**Q.** Here are five rows of calculated hyperfine constants for highly charged ions with 15 electrons, shuffled and stripped of their names, beside the list of candidates. One row has a magnetic constant that changes sign between columns. Can you tell me which ion is which, and how sure you are?

B-spline many-body code 1, no-pair Dirac-Coulomb: 15-electron ions with one 3p3/2 electron outside the closed core [Ne] 3s2 (3p1/2)2. Frozen-core Dirac-Hartree-Fock (DHF), RPA core polarisation, and Brueckner orbitals from a correlation potential; uniformly magnetised nucleus. A/g is A per unit nuclear g factor, B/Q is B per barn of nuclear quadrupole moment. Candidates: Ru29+, Pd31+, Kr21+, Sr23+, Cd33+.

| row | A/g, DHF (3p3/2) (MHz) | A/g, RPA (3p3/2) (MHz) | A/g, Brueckner RPA (3p3/2) (MHz) | B/Q, DHF (3p3/2) (MHz/barn) | B/Q, RPA (3p3/2) (MHz/barn) | B/Q, Brueckner RPA (3p3/2) (MHz/barn) |
| --- | --- | --- | --- | --- | --- | --- |
| A | 38920 | 33590 | 33780 | 74300 | 65000 | 65300 |
| B | 15580 | -58490 | -58410 | 29300 | 21700 | 21900 |
| C | 33080 | 26910 | 27090 | 62900 | 53800 | 54200 |
| D | 19150 | 2962 | 3092 | 36100 | 28100 | 28300 |
| E | 45440 | 40700 | 40900 | 87000 | 77500 | 77800 |

**A.** The columns hold $A/g$, the magnetic dipole constant divided by the nuclear $g$ factor $\mu/(I\mu_N)$, and $B/Q$, the electric quadrupole constant divided by the nuclear quadrupole moment, so the nuclear moments are divided out. Each comes at three levels: Dirac-Hartree-Fock in a frozen core (DHF), DHF with the core polarised by the hyperfine field (RPA), and RPA with a correlated Brueckner valence orbital. I shall write "row A" for the letters and keep italics for the constants.

I start from the DHF columns, where only one orbital matters. Both constants are proportional to $\langle r^{-3}\rangle$ of the $3p_{3/2}$ electron, and with the electron number fixed that orbital shrinks as the nuclear charge $Z$ grows. The DHF $A/g$ orders the rows as B, D, C, A, E, from 15580 to 45440 MHz, and this must be the order of rising $Z$.

**Q.** An order works only if every candidate is used once. Can you get $Z$ itself?

**A.** Yes, with a screened hydrogenic orbital. For $n=3$, $l=1$ and effective charge $x=Z-\sigma$,

$$\langle r^{-3}\rangle=\frac{x^3}{n^3\,l(l+\tfrac12)(l+1)\,a_0^3}=\frac{x^3}{81\,a_0^3}.$$

The magnetic constant is $\frac{\mu_0}{4\pi}2\mu_B\mu_N\,\frac{l(l+1)}{j(j+1)}\langle r^{-3}\rangle F/h$, with angular factor $8/15$ for $j=3/2$, which makes 50.89 MHz per $a_0^{-3}$. The quadrupole constant has the angular factor $(2j-1)/(2j+2)=2/5$, makes 93.99 MHz/barn per $a_0^{-3}$, and carries a factor $R$. Here $F$ and $R$ are Casimir's relativistic corrections, with $\gamma^2=4-(\alpha x)^2$:

$$F=\frac{30}{\gamma(4\gamma^2-1)},\qquad R=\frac{6(19-\gamma^2)}{\gamma(\gamma^2-1)(4\gamma^2-1)}.$$

The one free constant, $\sigma=6.91$, is the mean over seven other members of the sequence with $Z$ between 37 and 47. None of your five rows entered it.

Take row C. Its DHF value gives $33080/50.89=650.0$, and $650.0\times81\approx52650$ is $x^3F$. For $x$ near 37.1, $(\alpha x)^2=0.0733$, $\gamma=1.9816$ and $F=1.029$. Then $x^3\approx51150$, $x=37.12$, and $Z=37.12+6.91=44.03$. The same inversion gives 35.90 for row B, 37.94 for D, 46.05 for A and 48.08 for E.

**Q.** How much room for error is there? And why not take the screening from Slater's rules, with nothing fitted?

**A.** One unit of $Z$ changes the DHF $A/g$ by roughly 8 to 10%, while on the seven calibration rows the model misses the calculated value by $+0.84\%$ at the light end and $-0.53\%$ at the heavy end. That miss is systematic and far above the rounding of the table: the screening that each of these rows would need drifts steadily from 6.99 to 6.84. In $Z$ it stays below a tenth of a unit, so the nearest integer should be safe even for rows B and E, which lie one step outside the calibrated range.

Slater's rules give $2\times1+8\times0.85+4\times0.35=10.2$ and push every row up by 3.3 units, row B to 39.2. They describe energies and the outer part of the orbital. The operator $r^{-3}$ weights the inner lobe of $3p$, which lies among the $n=2$ electrons and is screened much less. That is the standard argument, and the fitted $\sigma$ near 7 agrees with it.

**Q.** Does the quadrupole constant give an independent check?

**A.** Only in part, since both DHF constants come from the same orbital; $B/Q$ returns 44.01 for row C. The new information is in the ratio, where $\langle r^{-3}\rangle$ cancels. Without relativity it would be $93.99/50.89=1.847$ for every ion, and expanding the factors gives $R/F\approx1+\tfrac25(\alpha x)^2$. For row C this is $1.847\times(1+0.4\times0.0733)=1.901$, and the table has $62900/33080=1.901$.

As a ruler the ratio is poor, because it moves by about 0.003 per unit of $Z$ and $B/Q$ is rounded to 100 MHz/barn. Rounding alone lets row B lie between 34.2 and 37.5 and row D between 36.5 and 39.0, so each could be any of about three elements. For rows C, A and E rounding leaves one integer each, but that is sharper than the model deserves: the calibration row with $Z=43$ has $57800/30390=1.902$, slightly above row C, so the rounded ratio does not even keep the order of $Z$. The factors must also be evaluated at the screened charge, a choice the table favours and not a derived result: with the bare $Z$ row C would need 1.926.

**Q.** Row B goes from $+15580$ to $-58490$ MHz, and row D nearly vanishes. Does that help you or worry you?

**A.** It is a clue to the order and useless as a scale. Relative to DHF, RPA lowers $A/g$ by 475% in row B, 84.5% in D, 18.7% in C, 13.7% in A and 10.4% in E, the same sequence as before, so B and D are marked as the two lightest. Anyone reading the RPA values on the DHF scale would be misled: row D comes out at $Z=23.6$, row C at 41.6, row A at 44.2, and row B has no solution.

My assignment is B = Kr$^{21+}$, D = Sr$^{23+}$, C = Ru$^{29+}$, A = Pd$^{31+}$, E = Cd$^{33+}$. All five are sure from the DHF magnetic constant, even if every element of this range were allowed. From the ratio alone every row would be uncertain by about one element or more, and only the short list of candidates would settle them.

**Q.** Here are the labels.

The rows with their labels:

| species | Z | charge (e) | nuclear rms radius (fm) | A/g, DHF (3p3/2) (MHz) | A/g, RPA (3p3/2) (MHz) | A/g, Brueckner RPA (3p3/2) (MHz) | B/Q, DHF (3p3/2) (MHz/barn) | B/Q, RPA (3p3/2) (MHz/barn) | B/Q, Brueckner RPA (3p3/2) (MHz/barn) |
| --- | --- | --- | --- | --- | --- | --- | --- | --- | --- |
| Kr21+ | 36 | 21 | 4.188 | 15580 | -58490 | -58410 | 29300 | 21700 | 21900 |
| Rb22+ | 37 | 22 | 4.204 | 17300 | -8350 | -8231 | 32600 | 24800 | 25000 |
| Sr23+ | 38 | 23 | 4.224 | 19150 | 2962 | 3092 | 36100 | 28100 | 28300 |
| Zr25+ | 40 | 25 | 4.269 | 23230 | 13330 | 13470 | 44000 | 35500 | 35800 |
| Nb26+ | 41 | 26 | 4.324 | 25470 | 17000 | 17160 | 48300 | 39600 | 39900 |
| Mo27+ | 42 | 27 | 4.409 | 27860 | 20390 | 20550 | 52900 | 44100 | 44300 |
| Tc28+ | 43 | 28 | 4.411 | 30390 | 23660 | 23820 | 57800 | 48800 | 49100 |
| Ru29+ | 44 | 29 | 4.481 | 33080 | 26910 | 27090 | 62900 | 53800 | 54200 |
| Rh30+ | 45 | 30 | 4.495 | 35920 | 30210 | 30390 | 68500 | 59200 | 59600 |
| Pd31+ | 46 | 31 | 4.532 | 38920 | 33590 | 33780 | 74300 | 65000 | 65300 |
| Ag32+ | 47 | 32 | 4.545 | 42100 | 37080 | 37270 | 80500 | 71000 | 71400 |
| Cd33+ | 48 | 33 | 4.609 | 45440 | 40700 | 40900 | 87000 | 77500 | 77800 |

All five are right. Is the sign change in krypton and rubidium something I could measure?

**A.** I would not expect so. The table shows where it enters. The DHF column rises smoothly, the jump appears at the RPA step, and Brueckner orbitals move $A/g$ by only 80 to 200 MHz, under 0.7% of DHF in every row. The inverse of the correction runs to zero just below krypton, which is how a pole in a response function looks.

The cause is inferred. This core is closed only in $jj$ coupling: $3p_{1/2}$ is full, and $3p_{3/2}$ lies just above it, separated by the fine-structure gap $\Delta$. The magnetic hyperfine operator connects the two, and the valence electron feels the distorted core through a Coulomb integral $V$. Once the response is iterated, the denominator becomes $\Delta-V'$. Here $V'$ is a net Coulomb term: the interaction of the excited electron with its hole, less the part of the orbital-energy gap that itself comes from electron repulsion. The mixed hyperfine matrix element scales as $\langle r^{-3}\rangle$, like $A$ itself, so

$$\frac{\delta A}{A_{\rm DHF}}\sim-\frac{V}{\Delta-V'},\qquad \Delta\propto\alpha^2x^4,\quad V,\,V'\propto x,$$

and dividing through by $x$ gives $-A_{\rm DHF}/\delta A=a\,t+b$ with $t=x^3/10^4$. Towards low $Z$ the gap falls as the fourth power and the Coulomb terms only as the first, so the denominator can reach zero.

Fitted to all twelve rows, this form has negative $b$ and reproduces the correction with an rms error of 4.4% of the correction, 8.2% at cadmium. A constant background added to the relative correction, standing for other core excitations, brings the rms error to 0.2%. The three constants trade against one another and carry no separate meaning. The pole falls at $Z$ of 35.5 to 35.6 depending on the extrapolation; I trust only that it lies between 35 and 36. The row-by-row errors are in the printed output below. A good fit to this shape supports a pole driven by a gap that closes like fine structure, without proving which excitation is responsible.

The real $J=3/2$ level mixes $3p_{1/2}(3p_{3/2})^2$ and $(3p_{3/2})^3$ into the configuration computed here. A diagonalisation keeps such mixing bounded, whereas a linear response diverges. The RPA values for Kr$^{21+}$ and Rb$^{22+}$ are therefore artefacts, and the 2962 MHz of Sr$^{23+}$, a small remainder of 19150 and $-16188$, is no better.

**Q.** The same two orbitals are connected by the quadrupole operator. Why does $B/Q$ stay calm?

**A.** RPA lowers it steadily, by 25.9% in krypton and 10.9% in cadmium. The same two-constant form fits all rows to 0.6% rms, of the size of the rounding, and now $b$ is positive, about $+1.0$ against $-4.6$ for the magnetic case. The correction still grows towards low $Z$, but the fitted denominator has no zero.

Theory allows the difference. The excitation $3p_{1/2}\to3p_{3/2}$ couples to $J=1$ or $J=2$. The magnetic dipole field has rank 1, is odd under time reversal and reaches $J=1$; it tilts spins, and exchange, which favours parallel spins, lowers the cost of that distortion. The quadrupole field has rank 2, is even under time reversal and deforms the charge cloud, which direct Coulomb repulsion resists. That this accounts for the two signs of $b$ is my reading of the fits and has not been tested on the RPA excitation energies. The Brueckner shifts of $B/Q$, 200 to 400 MHz/barn, are a few rounding steps, and their irregularity means nothing.

**Q.** Could I have seen the trouble in the energies, and what may I use?

**A.** The energies give no warning. In the same calculation the removal energy lies 0.84% below the semi-empirical ionisation energy for krypton and 0.74% below it for cadmium. The core's dipole polarisability is also smooth, but parity forbids an electric dipole from connecting two $p$ orbitals, so it cannot see this channel. The core's quadrupole polarisability can connect the two orbitals, but only in the $J=2$ coupling; it is smooth too, in line with the calm $B/Q$.

The DHF scale identifies calculated rows, and a measured $A$ should not be read on it, because the real level contains the mixing that DHF omits. The RPA correction fades only gradually, 42.6% in zirconium and still 10.4% in cadmium, and the table cannot separate its real part from the tail of the pole. The pole's share should keep shrinking at higher $Z$ as the core closes more firmly, and the scheme should fail outright just below krypton. Across this range $A/g$ calls for a treatment that diagonalises the $3p^3$ configurations. $B/Q$ is free of the pole, but it holds two or three digits, leaves out structure radiation and normalisation terms, and rests on the same single configuration.

Printed output of the fit:

```
per unit <r^-3> (a0^-3): A/g 50.89 MHz, B/Q 93.99 MHz/barn, nonrelativistic B/A 1.8470
screening from the 7 labelled rows: 6.91 (A), 6.90 (B); Slater rules give 10.2
rounding: A up to 0.032% (Kr), B 0.17% (Kr) to 0.06% (Cd)
unlabelled: A DHF | Z from A, from B, from B/A (rounding range), Slater, RPA A on DHF scale | true
15580 | 35.90, 35.89, 34.2-37.5, 39.2, negative A | Kr21+ 36
19150 | 37.94, 37.92, 36.5-39.0, 41.2, 23.6 | Sr23+ 38
33080 | 44.03, 44.01, 43.1-44.3, 47.3, 41.6 | Ru29+ 44
38920 | 46.05, 46.04, 45.6-46.5, 49.3, 44.2 | Pd31+ 46
45440 | 48.08, 48.06, 47.4-48.1, 51.4, 46.6 | Cd33+ 48
ion: screening(A), model error A %, B %, B/A table, model at Z-s, model at bare Z, A step per Z %
Kr21+: 7.01 +1.05 +1.17 1.881 1.881 1.899 10.5
Rb22+: 6.99 +0.84 +0.89 1.884 1.883 1.902 10.3
Sr23+: 6.97 +0.61 +0.75 1.885 1.886 1.905 10.0
Zr25+: 6.94 +0.27 +0.21 1.894 1.891 1.912 9.4
Nb26+: 6.92 +0.14 +0.10 1.896 1.894 1.915 9.1
Mo27+: 6.91 -0.01 -0.03 1.899 1.897 1.919 8.8
Tc28+: 6.89 -0.12 -0.16 1.902 1.899 1.922 8.6
Ru29+: 6.88 -0.25 -0.10 1.901 1.902 1.926 8.4
Rh30+: 6.87 -0.34 -0.33 1.907 1.906 1.930 8.1
Pd31+: 6.85 -0.42 -0.35 1.909 1.909 1.933 7.9
Ag32+: 6.84 -0.53 -0.45 1.912 1.912 1.937 7.7
Cd33+: 6.83 -0.60 -0.47 1.915 1.915 1.942 7.6
ion: RPA-DHF A MHz, %, fit error % plain, with background | B %, fit error % | Brueckner shift A MHz, % of DHF, B
Kr21+: -74070 -475.4 +3.1 +0.2 | -25.9 +0.0 | +80 0.51 +200
Rb22+: -25650 -148.3 -5.3 -0.4 | -23.9 +0.5 | +119 0.69 +200
Sr23+: -16188 -84.5 -5.8 -0.3 | -22.2 +0.6 | +130 0.68 +200
Zr25+: -9900 -42.6 -4.3 +0.0 | -19.3 -0.5 | +140 0.60 +300
Nb26+: -8470 -33.3 -3.2 +0.1 | -18.0 -0.8 | +160 0.63 +300
Mo27+: -7470 -26.8 -1.8 +0.2 | -16.6 -0.1 | +160 0.57 +200
Tc28+: -6730 -22.1 -0.4 +0.3 | -15.6 -0.5 | +160 0.53 +300
Ru29+: -6170 -18.7 +0.9 +0.2 | -14.5 -0.2 | +180 0.54 +400
Rh30+: -5710 -15.9 +2.6 +0.2 | -13.6 -0.7 | +180 0.50 +400
Pd31+: -5330 -13.7 +4.4 +0.1 | -12.5 +0.7 | +190 0.49 +300
Ag32+: -5020 -11.9 +6.1 -0.2 | -11.8 -0.1 | +190 0.45 +400
Cd33+: -4740 -10.4 +8.2 -0.3 | -10.9 +1.1 | +200 0.44 +300
form: (RPA-DHF)/DHF = d - 1/(a t + b), t = (Z-s)^3/1e4
A plain (d=0): a 1.934 b -4.558 rms 4.4% pole at Z 35.58
A with background: d 0.0205 a 1.747 b -4.092 rms 0.2% pole at Z 35.52
straight line through Kr, Rb of the inverse relative correction: zero at Z 35.55
straight line through Kr, Rb of the inverse absolute correction: zero at Z 35.47
B plain (d=0): a 1.163 b +0.991 rms 0.6%
rounding of the corrections: A up to 0.21% (Cd), B up to 1.3% (Kr)
Kr21+: removal energy 937.083 eV is -0.84% from semi-empirical 945 eV
Cd33+: removal energy 2075.57 eV is -0.74% from semi-empirical 2091 eV
```
